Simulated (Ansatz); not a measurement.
## A series in volume scale on MgH2

Free energy against uniform scaling of the volume at fixed shape and fractions; periodic cell, basis, potentials, k mesh and filling as listed. The results are calculated, by Ansatz 0.2.0.

The cell before it is scaled or strained (space group Fm-3m, No. 225):
```
CELL_PARAMETERS angstrom
0.00000 2.38110 2.38110
2.38110 0.00000 2.38110
2.38110 2.38110 0.00000
ATOMIC_POSITIONS crystal
Mg 0.00000 0.00000 0.00000
H 0.75000 0.75000 0.75000
H 0.25000 0.25000 0.25000
```

Settings of every row: functional LDA; dispersion none; potentials PAW; wave cutoff 462.59 eV; density cutoff 1850.4 eV; k mesh 8x8x8; k shift 0x0x0; occupations fermi dirac; smearing width 0.1 eV; spin none; SCF threshold exponent -10.

Limits: coarse k mesh, up to 40 meV an atom off; the cell comes from a prototype or a list of computed structures and needn't be the stable phase.

```csv
row,volume scale,V (Å³/atom),energy above lowest point (meV/atom)
1,0.94,8.46,0
2,0.96,8.64,?
3,0.98,8.82,2.3
4,1,9,5.5
5,1.02,9.18,9.8
6,1.04,9.36,15.3
7,1.06,9.54,21.7
```

Question: what energy above lowest point should row 2 give?

Worked fit of energy above lowest point. Take u = (V_r/V)^(2/3) − 1 with V_r = 9.09 Å³ an atom, which is twice the finite (Eulerian) strain; such expansions in the strain, on which the Birch-Murnaghan equation of state is built, carry the rest volume and the bulk modulus. The shown rows have u = 0.04905, 0.02031, 0.00666, -0.00655, -0.01932, -0.0317. Least squares give energy above lowest point = 7.52 − 331.7 × u + 3638 × u² meV/atom; a straight line predicts inner rows, each left out in turn, worse (root mean square 2.4 against 0.043 meV/atom). All shown rows lie on it to the printed digit. Its lowest point lies at u = 0.0456, or V = 8.502 Å³ an atom, and the curvature there gives the bulk modulus at fixed shape and fractions, B = (4/9)(1 + u)² E″(u)/V = 66.6 GPa. The withheld row has u = 0.03443, so the fit gives 7.52 − 331.7 × (0.03443) + 3638 × (0.03443)² = 0.4 meV/atom.

The calculation gave 0.4 meV/atom. The fit meets it to the printed digit.
